**Relativity in the 2p shell of S2+ and S3+: what to add to a non-relativistic run**

The decision is which relativistic corrections a non-relativistic Kohn-Sham calculation of these ions needs. For the 2p levels a spin-orbit splitting evaluated in the screened potential (1.260 eV for S2+) and placed about the unshifted level comes within about 0.01 eV of the Dirac eigenvalues. Adding the direct scalar correction in the frozen potential as well would put the pair 0.7 eV too deep, because in these ions the response of the other electrons nearly cancels it. The total energy lacks 1.13 hartree, of which less than a millihartree survives in the difference between the two ions.

Only the rows with factor 1 describe sulfur; the others are fictitious and serve to turn relativity up or down. The levels are revPBE Kohn-Sham eigenvalues, not measured binding energies. The open 3p shell is averaged to a sphere, Breit and QED terms are absent, and totals of this program under gradient-corrected functionals lie 0.2 to 0.9 mhartree low.

All-electron Dirac Kohn-Sham calculations of S2+ and S3+ with ld1.x of Quantum ESPRESSO 7.5, using the revPBE functional, a point nucleus and spherical densities without spin polarisation. The 3p electrons are shared between 3p1/2 and 3p3/2 in proportion to 2j + 1. E(non-rel.) comes from a non-relativistic run with the same functional, configuration and nucleus.

| species | Z | charge (e) | electrons | configuration | factor on the speed of light | eigenvalue (2p1/2) (eV) | eigenvalue (2p3/2) (eV) | mean radius (2p1/2) (bohr) | mean radius (2p3/2) (bohr) | ε(2p3/2) − ε(2p1/2) (eV) | E(Dirac) − E(non-rel.) (hartree) |
| --- | --- | --- | --- | --- | --- | --- | --- | --- | --- | --- | --- |
| S2+ | 16 | 2 | 14 | [Ne] 3s2 3p2 | 0.75 | -183.74 | -181.48 | 0.43832 | 0.44235 | 2.263 | -2.0259 |
| S2+ | 16 | 2 | 14 | [Ne] 3s2 3p2 | 1.0 | -183.08 | -181.81 | 0.44000 | 0.44226 | 1.266 | -1.1336 |
| S2+ | 16 | 2 | 14 | [Ne] 3s2 3p2 | 3.0 | -182.33 | -182.19 | 0.44190 | 0.44215 | 0.1398 | -0.12520 |
| S2+ | 16 | 2 | 14 | [Ne] 3s2 3p2 | 1.0e+02 | -182.24 | -182.24 | 0.44214 | 0.44214 | 0.00013 | -0.0001120 |
| S3+ | 16 | 3 | 13 | [Ne] 3s2 3p1 | 0.75 | -199.78 | -197.51 | 0.43745 | 0.44146 | 2.271 | -2.0264 |
| S3+ | 16 | 3 | 13 | [Ne] 3s2 3p1 | 1.0 | -199.11 | -197.84 | 0.43912 | 0.44136 | 1.271 | -1.1338 |
| S3+ | 16 | 3 | 13 | [Ne] 3s2 3p1 | 3.0 | -198.35 | -198.21 | 0.44102 | 0.44126 | 0.1403 | -0.12523 |
| S3+ | 16 | 3 | 13 | [Ne] 3s2 3p1 | 1.0e+02 | -198.26 | -198.26 | 0.44125 | 0.44125 | 0.00012 | -0.0001115 |

Here ε is an orbital eigenvalue, the fraction in 2p1/2 and 2p3/2 is the total angular momentum j, and f is the factor on the speed of light c. The gap means ε(2p3/2) − ε(2p1/2), the shift means E(Dirac) − E(non-rel.), and x = 1/f². The f = 100 rows stand in for the non-relativistic levels and radii. The output of the program that analysed the table follows this page.

**Scaling with c**

The Dirac equation expands in powers of α² ∝ 1/c², α being the fine-structure constant, so a quantity y that vanishes without relativity should run, to second order in x, as y = Ax(1 + Bx). The analogy is the one-electron ion, where the series is known: B = (5/8)(Zα)² = 0.0085 for the 2p gap and B = (1/2)(Zα)² = 0.0068 for the 1s energy, with (Zα)² = 0.01363. The analogy fixes powers and orders of magnitude. It has no screening and no response of one electron to another, and it fails below on both counts.

For S2+ the gap times f² is 1.2582, 1.266 and 1.2729 eV at f = 3, 1 and 0.75. A pure 1/c² law anchored at f = 3 falls short of the table values by 0.6% at f = 1 and 1.2% at f = 0.75, far above the rounding. The fit to these three rows gives A = 1.257 eV and B = 0.0070 ± 0.0003 (the uncertainty from rounding alone). At f = 0.75, x = 1.778 and the gap is 1.2572 × 1.778 × (1 + 0.00704 × 1.778) = 2.263 eV, as tabulated; this row was in the fit, and three points against two constants are a weak test. B is 0.52 (Zα)² against 0.625 for the bare ion. Screening suggests this direction, though the response of the other electrons enters B at the same order.

The shift of S2+ gives A = −1.126 hartree and B = 0.0068, the 1s value. Since 1s supplies only about 72% of the shift, agreement this close may be partly luck. The worst fitted residual is S3+ at f = 1, 7 × 10⁻⁵ hartree against a rounding of 5 × 10⁻⁵.

**Size of the gap**

The spin-orbit term is ζ l·s with ζ = (α²/2)⟨V′/r⟩ in atomic units, V′ being the radial slope of the potential. For a p level l·s is −1 at j = 1/2 and +1/2 at j = 3/2, so the gap is 3ζ/2. A bare nucleus has V′ = Z/r², which gives gap = (3/4)α²Z⟨r⁻³⟩. Further output of the same calculation has ⟨r⁻³⟩ = 80.561 bohr⁻³ for the non-relativistic 2p of S2+. Then 0.75 × (0.01363/16) × 80.561 = 0.0515 hartree = 1.40 eV, with nothing fitted. This is 11% above A. An overshoot is what theory requires, because electrons inside radius r weaken the field there. The perturbative gap in the screened potential, from the same further output, is 1.260 ± 0.003 eV, which meets A within its rounding. Matching A takes a charge of 14.4, which is a restatement of the misfit; it sits near Z because r⁻³ weights the innermost part of the orbital.

**S2+ at f = 1: one level down, one up**

Relative to f = 100, ε(2p1/2) falls by 0.84 eV and ε(2p3/2) rises by 0.43 eV. The centre weighted by 2j + 1 moves by (−0.84 + 2 × 0.43)/3 = +0.007 eV, inside the rounding of 0.01 eV, and it stays inside for every row of both ions. This −2 : +1 pattern is what spin-orbit coupling alone would produce, but the further output contradicts that reading. Perturbative levels in the frozen non-relativistic potential shift by −1.53 and −0.27 eV, a direct shift of the centre of −0.69 eV, which theory assigns chiefly to the relativistic correction to the kinetic energy. The self-consistent levels lie above the perturbative ones by +0.69 and +0.70 eV. A remainder equal for both j cancels in the gap and removes the direct shift of the centre.

That this remainder is extra screening is argued. Relativity pulls the s and p1/2 density inward, and a more compact electron cloud raises an electron's potential energy at the radii it has crossed and everywhere inside them. Two outputs support this: the electrons' potential at the nucleus rises by 0.307 hartree, and the remainder falls shell by shell, from 3.0 eV for 1s through 0.6 to 0.7 eV for n = 2 to 0.1 eV for n = 3 (within n = 2 it is slightly larger for 2p than for 2s). Nothing forces the two 0.7 eV terms to match exactly, but the near-balance is not peculiar to 2p. The 3p centre of S2+ has a direct shift and a remainder of about 0.08 eV each, with opposite signs, and ends only 0.01 eV higher. The s levels go down, because their direct shift outweighs the remainder. Whether the p levels of other elements balance as closely is not tested here.

The radii do not cancel. The 2p1/2 radius shrinks by 0.48%, the 2p3/2 radius grows by 0.027% (0.00012 bohr, a dozen rounding units), and the weighted radius shrinks by 0.0006 bohr. A one-electron ion of the same mean radius (Z = 11.3) contracts in both levels, by 0.30% and 0.07%. It gets the size wrong for 2p1/2 and the sign wrong for 2p3/2. The likely cause of the swelling is the outward push of the added screening on a level whose direct contraction is weak; this is inference from the sign.

**S3+ at f = 1: why ionisation matters so little**

Removing a 3p electron deepens ε(2p1/2) from −183.08 to −199.11 eV, yet the gap goes only from 1.266 to 1.271 eV. The 3p charge lies mostly outside the 2p shell, where it adds a nearly constant potential with little slope, and ζ sees only the slope. The best-resolved ratio of gaps, 1.0035 ± 0.0004 at f = 0.75, agrees with the ratio of ⟨r⁻³⟩, 1.0032. Scaling by the mean radius to the power −3 or −4 gives 1.0061 or 1.0081, and scaling by binding energy 1.088; all three are too large. A further 3p ionisation should therefore change the gap by another fraction of a percent, while one more proton should raise it steeply, through Z and through ⟨r⁻³⟩.

The total energy is stationary in the density, so at leading order the shift is the sum of direct level shifts times occupations, and the screening response drops out. That sum is −1.132 ± 0.002 hartree for S2+: 72% from 1s, 12% from 2s, 13.5% from 2p and 2% from n = 3. A bare 1s pair would give −Z⁴α²/4 = −0.872 hartree. The sum lies within 0.1% of the full f = 1 value but 0.0065 hartree beyond A, which a strictly first-order sum should equal, a misfit of about three times the rounding (0.0086 hartree for S3+) whose cause is not identified; the perturbative gaps sit at A and not at the f = 1 values, so they show no higher order, and the closeness to the full shift is no confirmation. The two ions differ by −0.0003 hartree × x in the best-resolved rows, consistent with Janak's theorem, by which the difference is minus the self-consistent relativistic shift of the 3p centre averaged over the removed electron; that centre rises in S2+, and using this end value alone gives −0.0003 ± 0.0001 hartree.

**The f = 100 rows**

These were left out of the fits because they sit at the limit of resolution. The fits predict gaps of 0.000126 eV for both ions; the table has 0.00013 and 0.00012, and this reversed order is of the size of the rounding. The shifts miss the predicted −1.126 × 10⁻⁴ hartree by 0.6 and 1.1 µhartree, ten to twenty times the table's rounding. A guess is the finite precision of two totals near 400 hartree. The smallness of the miss indicates that the millihartree offset of the totals largely cancels between the Dirac and non-relativistic runs, at least at this f.

Printed output of the fit:

```
(Z alpha)^2 = 0.01363; one-electron B: 2p gap 5/8 -> 0.00852, 1s 1/2 -> 0.00682
S2+ gap: A=1.2572 eV, B=0.00704+-0.00025, B/(Za)^2=0.52, exponent -2.0084
  f [  0.75   1.     3.   100.  ] y*f^2 [1.2729 1.266  1.2582 1.3   ]
  resid +1.4e-05 -4.7e-05 +2.0e-06 +4.3e-06 | floor 5e-04 5e-04 5e-05 5e-06 eV
  pure 1/c^2 from f=3 misses by %: [-1.16 -0.62  0.   -3.22] fit at f=100: 1.2572e-04
S2+ relativistic: A=-1.1259 Ha, B=0.00681+-0.00003, B/(Za)^2=0.50, exponent -2.0081
  f [  0.75   1.     3.   100.  ] y*f^2 [-1.1396 -1.1336 -1.1268 -1.12  ]
  resid -2.4e-06 +7.9e-06 -3.3e-07 +5.9e-07 | floor 5e-05 5e-05 5e-06 5e-08 Ha
  pure 1/c^2 from f=3 misses by %: [-1.12 -0.6   0.    0.61] fit at f=100: -1.1259e-04
S3+ gap: A=1.2619 eV, B=0.00697+-0.00025, B/(Za)^2=0.51, exponent -2.0084
  f [  0.75   1.     3.   100.  ] y*f^2 [1.2774 1.271  1.2627 1.2   ]
  resid -1.0e-04 +3.5e-04 -1.5e-05 -6.2e-06 | floor 5e-04 5e-04 5e-05 5e-06 eV
  pure 1/c^2 from f=3 misses by %: [-1.15 -0.65  0.    5.23] fit at f=100: 1.2619e-04
S3+ relativistic: A=-1.1262 Ha, B=0.00682+-0.00003, B/(Za)^2=0.50, exponent -2.0081
  f [  0.75   1.     3.   100.  ] y*f^2 [-1.1399 -1.1338 -1.1271 -1.115 ]
  resid -2.0e-05 +6.8e-05 -2.9e-06 +1.1e-06 | floor 5e-05 5e-05 5e-06 5e-08 Ha
  pure 1/c^2 from f=3 misses by %: [-1.12 -0.59  0.    1.08] fit at f=100: -1.1262e-04
shifts from f=100 row: de1/2 de3/2 centre (eV, floor 0.01) | dr1/2 dr3/2 centre (bohr, floor 1e-5)
 S2+ f=0.75: -1.50 +0.76 +0.007 | -0.00382 +0.00021 -0.00113
 S2+ f=1.0: -0.84 +0.43 +0.007 | -0.00214 +0.00012 -0.00063
 S2+ f=3.0: -0.09 +0.05 +0.003 | -0.00024 +0.00001 -0.00007
  f=1 dr/r %: -0.484 +0.027; one-electron, Z=5/<r>=11.3: -0.298 -0.068
 S3+ f=0.75: -1.52 +0.75 -0.007 | -0.00380 +0.00021 -0.00113
 S3+ f=1.0: -0.85 +0.42 -0.003 | -0.00213 +0.00011 -0.00064
 S3+ f=3.0: -0.09 +0.05 +0.003 | -0.00023 +0.00001 -0.00007
  f=1 dr/r %: -0.483 +0.025; one-electron, Z=5/<r>=11.3: -0.299 -0.068
gap S3+/S2+ at f=0.75,1,3,100: [1.0035 1.0039 1.0036 0.9231] floor about 0.0004 0.0008 0.0007 0.08
predictors: <r^-3> 1.0032; <r>^-3 1.0061; <r>^-4 1.0081; binding energy 1.0879
S2+ gap eV: bare-Z 1.401 (+11.4% on A), implied Z 14.36; perturbative 1.260+-0.003
  direct eV: 2p1/2 -1.53, 2p3/2 -0.27, centre -0.69; remainder +0.69 +0.70
  sum occ*direct -1.1324+-0.002 Ha; table f=1 -1.1336 (-0.11%), A -1.1259
  shares %: 1s 72.2, 2s 12.3, 2p 13.5, n=3 2.0
S3+ gap eV: bare-Z 1.405 (+11.4% on A), implied Z 14.37; perturbative 1.263+-0.003
  direct eV: 2p1/2 -1.54, 2p3/2 -0.27, centre -0.70; remainder +0.69 +0.69
  sum occ*direct -1.1348+-0.002 Ha; table f=1 -1.1338 (+0.09%), A -1.1262
  shares %: 1s 72.3, 2s 12.3, 2p 13.5, n=3 1.9
bare-nucleus 1s pair -Z^4 a^2/4 = -0.872 Ha
S2+ remainder (Dirac - perturbative), eV: 1s +2.99 2s +0.63 2p1/2 +0.69 2p3/2 +0.70 3s +0.10 3p1/2 +0.08 3p3/2 +0.08
S2+ electron potential at nucleus rises by 0.307 Ha = 8.4 eV
shift(S3+)-shift(S2+) Ha: -5.0e-04 -2.0e-04 -3.0e-05 +5.0e-07 | times f^2, f<=3: [-0.00028 -0.0002  -0.00027]
Janak: minus S2+ 3p centre shift -0.0003 Ha (floor 1e-4 on both sides)
```
